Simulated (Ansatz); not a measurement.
# Zone-centre phonons of WC (WC-type) under biaxial strain in the (0001) plane: LDA shifts of the E' and A2'' modes

Stretching WC in its basal plane lengthens a and b but shortens c, so it is not obvious whether a vibration along c should soften or stiffen, or whether its distance from the in-plane vibration reveals the strain. The question matters for hard coatings and cemented carbides, where residual stress can be read from the shift of a vibrational line. The E' pair, in which W and C move against each other in the plane, is Raman-active by symmetry; A2'', the corresponding motion along c, is not. Both are calculated with LDA at the static lattice, with c free to relax. Shifts are counted from the unstrained crystal at the same level, and tension is positive. No measured frequencies are compared here.

## Systems and settings

One crystal, WC (WC-type) (known phase). It was then strained (biaxial, in the (0001) plane, that of a and b) with the free edges and the atoms relaxed; labels give the mode at rest and under strain. The structures stem from measured cells of the Crystallography Open Database, directly or through a relaxation at another level; cell and atoms were relaxed at zero pressure at each row's own level, inside the symmetry of the start, with no thermal or zero-point expansion. Program: Ansatz 0.2.0, plane waves, LDA, the program's earlier default PAW potentials, scalar-relativistic without spin-orbit coupling, no spin polarisation. Wave-function cutoff 420 eV (the default for the potentials of each cell); on the k meshes (Γ-centred) the least product of divisions and cell-vector length runs from 44 to 46 Å. Occupations: methfessel-paxton smearing of 0.2 eV. Harmonic modes at natural masses come from linear response (density functional perturbation theory), with the acoustic sum rule imposed.

Notes on method and selection:

- Harmonic values at the static lattice; measured values carry thermal expansion and anharmonic shifts at their temperature.
- Modes are followed from row to row by the overlap of their patterns; levels that are degenerate at rest are joined across zero strain by their slopes.
- In cells without a Kohn-Sham gap the frequencies depend on k mesh and smearing; errors of a few per cent are possible.
- Spin-orbit coupling is left out; it matters most with heavy elements (here W).
- Runs that did not converge, have known faults or may not be shown are not listed, and runs on Ansatz's PAW sets soft_1 and soft_2 are kept to separate tables.

Columns:

- biaxial strain (%): biaxial strain in the (0001) plane, that of a and b, tension positive.
- stress (GPa): stress along the strain, tension positive.
- free-edge strain (%): strain of the free edge.
- A2'' (cm⁻¹): zone-centre mode A2'', no LO-TO term.
- E' (cm⁻¹): zone-centre mode E', no LO-TO term.

Input lines of one member:

```
kpoints:
  mp_grid: { grid: [18, 18, 16] }
hamiltonian:
  xc: lda
  pseudopotentials: { kind: paw, azcp: { folder: soft_1 }, xc_functional: pbe }
scf:
  occupations: { method: methfessel_paxton, width: 0.2 }
output:
  eigenvalues: true
phonons:
  method: dfpt
```

Command (options for logging and memory left out): `ansatz run input.yaml --threads 4 --backend cpu`

## Numbers

| member | biaxial strain (%) | stress (GPa) | free-edge strain (%) | A2'' (cm⁻¹) | E' (cm⁻¹) |
| --- | --- | --- | --- | --- | --- |
| −4.0 % | −4 | −44.61 | 1.70 | 635.5 | 676.8 |
| −3.0 % | −3 | ? | ? | ? | ? |
| −2.0 % | −2 | −20.49 | 0.80 | 621.0 | 652.2 |
| −1.0 % | −1 | −9.80 | 0.39 | 611.6 | 639.3 |
| +0.0 % | 0 | 0.00 | 0.00 | 601.3 | 626.6 |
| +1.0 % | 1 | 8.92 | −0.38 | 589.0 | 614.5 |
| +2.0 % | 2 | ? | ? | ? | ? |
| +3.0 % | 3 | 24.51 | −1.11 | 560.9 | 590.3 |
| +4.0 % | 4 | 31.38 | −1.43 | 547.0 | 576.5 |

Cells marked ? are withheld until the estimate has been made.

Least-squares fits to the members shown, with x = biaxial strain (%); R² and errors in the fitted variable (y, or ln y where the fit is in ln y):

| y | members | fit | R² | rms residual | leave-one-out rms | the same for the mean of the others |
| --- | --- | --- | --- | --- | --- | --- |
| E' (cm⁻¹) | 7 | y = 626.95 − 12.478 x | 1.00 | 0.40 | 0.62 | 38 |
| A2'' (cm⁻¹) | 7 | y = 596.8 − 11.33 x | 0.98 | 4.0 | 6.8 | 35 |

## Mechanism

Both modes fall from each row shown to the next as the strain goes from compression to tension. E' is nearly linear: (576.5 − 676.8) / 8 = −12.5 cm⁻¹ per % strain. Between −1 % and +1 % this corresponds to (639.3 − 614.5) / (8.92 + 9.80) = 1.32 cm⁻¹ per GPa of in-plane stress. A2'' bends: its slope is −7.3 cm⁻¹ per % between −4 % and −2 %, and −13.9 between +3 % and +4 %.

The common softening can be understood from the W–C bond length $d$, given by $d^2 = a^2/3 + c^2/4$. With $c/a$ roughly 1, the bond strain is about $(4\varepsilon_a + 3\varepsilon_c)/7$. At +4 % this gives (4 × 4 − 3 × 1.43) / 7 = 1.7 %: the contraction of c offsets only part of the in-plane stretch. Longer bonds have smaller force constants, and both modes soften.

The E' pair stays degenerate, because the strain keeps the hexagonal point group. What changes is its distance from A2'', which is 41.3 cm⁻¹ at −4 %, 25.3 at rest and 29.5 at +4 %. Since it grows on both sides, this distance alone does not give the sign of a moderate strain; the position of E' does.

Springs along the W–C bonds alone do not explain the distance. Compression tilts the bonds towards c, which should raise A2'' relative to E', yet from rest to −4 % E' rises by 50.2 cm⁻¹ and A2'' by only 34.2. Forces transverse to the bonds, coupling between more distant W–C pairs and metallic screening are possible causes. Direct W–W springs are not, because at the zone centre all W atoms move together and leave them unstretched.

For use as a calibration, the shift is safer than the absolute frequency. An error of 1 % in E', possible in a metal through k mesh and smearing, is about 6 cm⁻¹, or half a per cent of strain.

## Predicting the missing value

Plain estimates from the members shown:

- +2.0 %, fit at x = 2: 602.0 cm⁻¹
- +2.0 %, straight-line interpolation between +1.0 % and +3.0 %: w = (2 − 1) / (3 − 1) = 0.500, so 614.5 + 0.500 × (590.3 − 614.5) = 602.4 cm⁻¹
- −3.0 %, fit at x = −3: 664.4 cm⁻¹
- −3.0 %, straight-line interpolation between −4.0 % and −2.0 %: w = (−3 − (−4)) / (−2 − (−4)) = 0.500, so 676.8 + 0.500 × (652.2 − 676.8) = 664.5 cm⁻¹

Both withheld members lie midway between calculated neighbours, and E' is almost straight in strain, so linear interpolation is the natural route. It relies on the nearest rows and is not pulled by small deviations at the far end of the series, as the global line is.

The route can be tried on the five interior members shown, each interpolated from its nearest shown neighbours. Calculated minus interpolated values are +0.4 cm⁻¹ at −2 %, −0.1 at −1 %, −0.3 at rest, 0.0 at +1 % and +1.1 at +3 %. Their root mean square is 0.6 cm⁻¹, which is taken as the standard deviation for both estimates.

A correction for curvature would be small. On the tensile side the slope changes from −12.1 cm⁻¹ per % (0 to +1 %) to −13.8 (+3 to +4 %), which would lift the midpoint above the chord by (13.8 − 12.1) / 3 / 2 = 0.3 cm⁻¹. This rests on the single step to +4 % and is half the error bar, so it is not applied. On the compressive side the successive slopes, −12.3, −12.9 and 626.6 − 639.3 = −12.7, show no steady bend.

The bond-length mechanism gives no reason for a jump at either strain, since the free edge also varies smoothly through the neighbouring rows. The interpolated values therefore stand unshifted: 602.4 cm⁻¹ at +2 % and 664.5 cm⁻¹ at −3 %.

**Committed estimate, +2.0 %: E' = 602.4 ± 0.6 cm⁻¹.**  
**Committed estimate, −3.0 %: E' = 664.5 ± 0.6 cm⁻¹.**

## The answer

| member | biaxial strain (%) | stress (GPa) | free-edge strain (%) | A2'' (cm⁻¹) | E' (cm⁻¹) |
| --- | --- | --- | --- | --- | --- |
| −3.0 % | −3 | −32.12 | 1.23 | 629.4 | 665.0 |
| +2.0 % | 2 | 17.03 | −0.76 | 575.0 | 602.8 |

| member | estimate | E' (cm⁻¹) | computed | estimate − computed | miss in error bars |
| --- | --- | --- | --- | --- | --- |
| +2.0 % | committed | 602.4 | 602.8 | −0.4 | 0.7 |
| +2.0 % | fit | 602.0 | 602.8 | −0.8 |  |
| +2.0 % | interpolation | 602.4 | 602.8 | −0.4 |  |
| −3.0 % | committed | 664.5 | 665.0 | −0.5 | 0.8 |
| −3.0 % | fit | 664.4 | 665.0 | −0.6 |  |
| −3.0 % | interpolation | 664.5 | 665.0 | −0.5 |  |

Both estimates lie inside their error bars, and both are low: by 0.4 cm⁻¹ at +2 % and by 0.5 cm⁻¹ at −3 %. They are the plain interpolations, unshifted, and come closer than the global line, which misses by 0.8 and 0.6 cm⁻¹.

The argument from local smoothness was sound. The curvature correction left out at +2 %, 0.3 cm⁻¹ upwards, would have reduced that miss to 0.1 cm⁻¹. Its premise of a steadily steepening slope fails, however: from rest to +4 % the successive steps are −12.1, −11.7, −12.5 and −13.8 cm⁻¹ per %. On the compressive side the step from −4 % to −3 % is only 665.0 − 676.8 = −11.8, a flattening that the wider interval from −4 % to −2 % had averaged out.

The new rows fit the softening expected from longer W–C bonds, but they are a weak test of it, since any smooth dependence on strain would have given similar midpoints. They leave open why A2'' lies below E' by an amount that varies with strain.

## Members off the line

Least-squares fits to the whole series, with x = biaxial strain (%); R² and errors in the fitted variable (y, or ln y where the fit is in ln y):

| y | members | fit | R² | rms residual | leave-one-out rms | the same for the mean of the others |
| --- | --- | --- | --- | --- | --- | --- |
| E' (cm⁻¹) | 9 | y = 627.1 − 12.48 x | 1.00 | 0.46 | 0.63 | 36 |
| A2'' (cm⁻¹) | 9 | y = 596.7 − 11.23 x | 0.98 | 3.6 | 5.1 | 33 |

Largest departures from the fit to the whole series:

| member | E' (cm⁻¹) | fit | computed − fit | in rms residuals |
| --- | --- | --- | --- | --- |
| +4.0 % | 576.5 | 577.2 | −0.7 | 1.5 |
| +2.0 % | 602.8 | 602.1 | +0.7 | 1.4 |
| +3.0 % | 590.3 | 589.7 | +0.6 | 1.4 |
| +0.0 % | 626.6 | 627.1 | −0.5 | 1.1 |

No strain stands out in E': the largest departures from the line, −0.7 cm⁻¹ at +4 % and +0.7 at +2 %, are about 0.1 % of the frequency and too small to be given a physical cause. The larger rms residual of A2'', 3.6 cm⁻¹, comes from the curvature of the whole series, whose slope steepens from 629.4 − 635.5 = −6.1 cm⁻¹ per % between −4 % and −3 % to about −14 beyond +1 %, and not from a single row.

## Conclusions and limits

From −4 % to +4 %, E' follows biaxial strain at −12.5 cm⁻¹ per %, and an omitted row is recovered to about 0.6 cm⁻¹, or 0.6 / 12.5 = 0.05 % strain.

The line is much less straight in stress. Near rest, a downward shift of 1 cm⁻¹ means (8.92 + 9.80) / (639.3 − 614.5) = 0.75 GPa of added tension. Between −4 % and −3 % the same shift corresponds to 12.49 / 11.8 = 1.06 GPa, and between +3 % and +4 % to 6.87 / 13.8 = 0.50 GPa. Large shifts should therefore be converted to strain first and then to stress through the tabulated curve.

No omitted effect is expected to rival the 100 cm⁻¹ spanned by E'. Heating matters for small strains: it usually lowers such a frequency, by roughly a few cm⁻¹ up to room temperature, and a sample warmer than its reference would be misread as under tension, by up to a few tenths of a per cent of strain. The PAW potentials were made for PBE but used with LDA, which should affect the absolute frequencies more than the shifts.

[Logs are printed without paths, hosts, clocks, repeated set-up lines and the standing remarks that a program may print on its own settings, such as how far it seeks lower states.]
